# Why squeezed BiTe pushes back ever harder

The row at −1 GPa looks wrong. Its enthalpy lies 0.213 eV per atom below that of the unstressed crystal, as if BiTe preferred to be stretched. But enthalpy is H = E + PV, with E the internal energy, P the pressure and V the volume per atom, and under tension the second term is negative. It amounts to −1 GPa × 33.80 Å³ × 1.0214 = −0.215 eV (1 eV/Å³ is 160.2 GPa), so E itself has risen by about 0.002 eV, as it must when a crystal leaves its equilibrium volume.

The same row also holds a real clue. A tension of 1 GPa swells the crystal by 2.14 %, while a compression of 1 GPa shrinks it by only 1.79 %. Part of the difference comes from a small pressure left over in the row at 0 GPa; with that allowed for, the changes are 2.07 % and 1.85 % per gigapascal. The crystal is softer when stretched than when squeezed, and the higher pressures carry this much further.

Rocksalt-type BiTe (Fm-3m, conventional a = 6.467 Å, 33.80 Å³ per atom at 0 GPa), relaxed at each pressure with its symmetry kept, at zero temperature; changes are relative to the 0 GPa cell. Computed with Ansatz 0.2.0: r2SCAN, plane-wave PAW, scalar-relativistic, no spin polarisation, 500 eV cutoff; at 0 GPa, 12×12×12 k mesh and 0.1 eV Gaussian smearing.

| pressure (GPa) | volume change (%) | enthalpy change (eV/atom) | a change (%) |
| --- | --- | --- | --- |
| -1 | 2.14 | -0.213 | 0.71 |
| 0 | 0.00 | 0.000 | 0.00 |
| 1 | -1.79 | 0.209 | -0.60 |
| 4 | -6.43 | 0.815 | -2.19 |
| 12 | -14.82 | 2.317 | -5.21 |
| 25 | -23.31 | 4.527 | -8.47 |
| 50 | -32.70 | 8.300 | -12.37 |
| 90 | -41.08 | 13.598 | -16.17 |

Near zero pressure, one gigapascal takes about 2 % of the volume. This corresponds to a bulk modulus, the added pressure divided by the fractional loss of volume, of about 50 GPa. Between 50 and 90 GPa, one gigapascal takes only about 0.2 % of the original volume. These figures belong to a crystal held in the rocksalt structure at every pressure, whether or not it would be stable there; ordinary BiTe is layered, so they are no design values for the material on the shelf.

## Less left to squeeze?

The tempting explanation is that the material keeps its stiffness and merely has less volume left to give up. Each gigapascal would then remove the same fraction of what remains, and the volume would fall exponentially. With the bulk modulus taken from the rows at ±1 GPa, this predicts a loss of 83 % at 90 GPa. The calculation gives 41 %.

The idea does contain a small part of the truth. From the first gigapascal of compression to the step from 50 to 90 GPa, the yield per gigapascal drops by a factor of 8.8. The smaller remaining volume accounts for a factor of 1.6, and the other 5.6 is a genuine rise of the bulk modulus. What needs explaining is therefore the stiffness.

## Two ways to stiffen

The simplest remedy lets the bulk modulus grow by a fixed amount for each added gigapascal, which is the Murnaghan equation. It describes stiffening but gives no reason for it.

The second explanation starts from the distance between neighbours. As Bi and Te approach, their electron clouds overlap, and the Pauli principle forces electrons into states of higher energy. Theory expects this repulsion to grow roughly exponentially as the distance shrinks, while the attraction that holds the crystal together changes more gently.

A diatomic molecule shows the same behaviour in its simplest form: its energy curve is steep on the inside and shallow on the outside. The likeness ends with the shape of the curve. In the crystal each atom has six nearest neighbours and the electrons are shared throughout, so the curve below describes the energy per atom and not that of a single bond.

## From the energy curve to the pressure

Let X be the cell edge divided by its value at zero pressure, so that V = V₀X³, where V₀ is the volume per atom at zero pressure. A standard binding curve is E = A[1 + (y − 1)eʸ], with y = η(1 − X). Here A sets the energy scale and η the steepness. Near X = 1 it is a parabola, as for a spring; on compression the exponential makes it steeper.

The pressure is P = −dE/dV. Differentiating E with respect to X, and using dV = 3V₀X² dX, gives the Vinet equation:

P = 3B₀ · (1 − X)/X² · eʸ, with B₀ = Aη²/(9V₀).

B₀ is the bulk modulus at zero pressure. The factor 1 − X is the spring, 1/X² accounts for the smaller area on which the force acts, and eʸ is the steepening ascribed to the repulsion.

The row at 90 GPa makes a fair test, because the constants were set only on the six rows from −1 to 25 GPa. They are 3B₀ = 153.2 GPa and η = 5.65. The edge has shrunk by 16.17 %, so 1 − X = 0.1617 and X = 0.8383:

P ≈ 153.2 GPa × 0.1617/0.8383² × e^(5.65 × 0.1617) ≈ 35 GPa × 2.5 ≈ 88 GPa.

Without the exponential, the same squeeze would take only 35 GPa. In this model, most of the resistance at the top of the range comes from the exponential steepening of the curve, which lumps repulsion and attraction together.

## What the numbers decide

The Murnaghan equation also has two constants, set on the same six rows. For the crystal as compressed at 90 GPa, it demands a pressure 7.5 % above the calculated one, while the binding curve falls 2.4 % short. The constant-stiffness picture is ruled out; between the other two, the numbers favour the binding curve, which also follows the six fitted rows far more closely. Another steep repulsion might do as well, so the agreement fits the proposed mechanism but neither proves it nor singles out this formula.

Murnaghan overshoots because the stiffness does not keep rising at a fixed rate. It keeps growing, but by less for each added gigapascal. A steep repulsion working against a gentler attraction would lead one to expect this, for two reasons. Near zero pressure, the attraction cancels a larger share of the pressure that a further squeeze adds than of the stiffness it adds, so the stiffness gained per gigapascal is high; as the repulsion takes over, this effect fades. And as the crystal shrinks, a given percentage of its volume corresponds to an ever smaller shortening in ångström, over which an exponential repulsion grows by a smaller factor.

The energies agree as well, though this is hardly a separate test: the stored energy is the pressure summed over the change of volume. Subtracting PV from the enthalpy at 90 GPa leaves an internal energy of 2.41 eV per atom, and the curve set on the pressures gives 2.38 eV. This stored energy is only 18 % of the enthalpy rise; the rest is the PV term that made the first row look odd.

The small shortfall in pressure at 90 GPa may be no more than the limit of a curve with two constants. The Bi–Te distance there is 3.23 Å × 0.838 = 2.71 Å, short enough that the treatment of the atomic cores in the calculation could also play a part.

For a neighbouring rocksalt crystal, the formula suggests comparing the pressure with B₀. If η is similar, a crystal with twice the B₀ needs twice the pressure for the same percentage of compression. A constant bulk modulus serves only up to a few hundredths of B₀. At 12 GPa, about a quarter of B₀ here, it already predicts a volume loss of 21 % where the calculation gives 15 %.

The printed analysis below gives the stiffness of each step and both fitted equations.

Printed output of the fit:

```
fit of dp on 6 rows (pressure_series <= 25): coefficient of v**(-s) - 1 13.13 +/- 0.017, s 4.017; rms 0.0304, worst 4 0.0444, leave-one-out rms 0.255
  rows outside the fit (model, value, miss): 50 51.28, 49.97, 1.31; 90 96.75, 89.97, 6.78
fit of dp on 6 rows (pressure_series <= 25): coefficient of (1 - edge)/edge**2*exp(s*(1 - edge)) 153.2 +/- 0.014, s 5.65; rms 0.00204, worst -1 0.00386, leave-one-out rms 0.00852
  rows outside the fit (model, value, miss): 50 49.62, 49.97, -0.356; 90 87.85, 89.97, -2.13
Steps from the row above and models:
  row  volume lost per GPa (% of start)  mean bulk modulus of step (GPa)  volume change at constant stiffness (%)  internal energy (eV/atom)  energy from binding curve (eV/atom)
   -1                               n/a                              n/a                                    2.047                   0.002483                             0.002369
    0                             2.074                            48.73                                        0                          0                                    0
    1                             1.853                            53.48                                   -1.879                   0.001808                             0.001787
    4                             1.544                             62.1                                   -7.503                    0.02539                              0.02529
   12                             1.056                            84.54                                   -20.86                     0.1606                               0.1603
   25                            0.6498                            124.4                                   -38.77                     0.4822                               0.4811
   50                            0.3757                            191.3                                   -62.52                      1.201                                1.197
   90                            0.2095                            300.8                                   -82.91                      2.411                                2.382
Bulk modulus near zero pressure from the rows at -1 and 1 GPa (GPa): 50.92
Bulk modulus at the start from the Murnaghan fit (GPa): 52.72
Bulk modulus at the start from the binding curve (GPa): 51.07
Initial rise of bulk modulus per GPa from the binding curve: 4.767
Yield per GPa, step 0 to 1 over step 50 to 90 (ratio): 8.845
Bulk modulus, step 50 to 90 over step 0 to 1 (ratio): 5.624
Part of the drop in yield due to smaller volume (factor): 1.573
Murnaghan miss in pressure at 90 GPa (%): 7.534
Binding curve miss in pressure at 90 GPa (%): -2.363
Internal energy as share of enthalpy rise at 25 GPa (%): 10.65
Internal energy as share of enthalpy rise at 90 GPa (%): 17.73
```
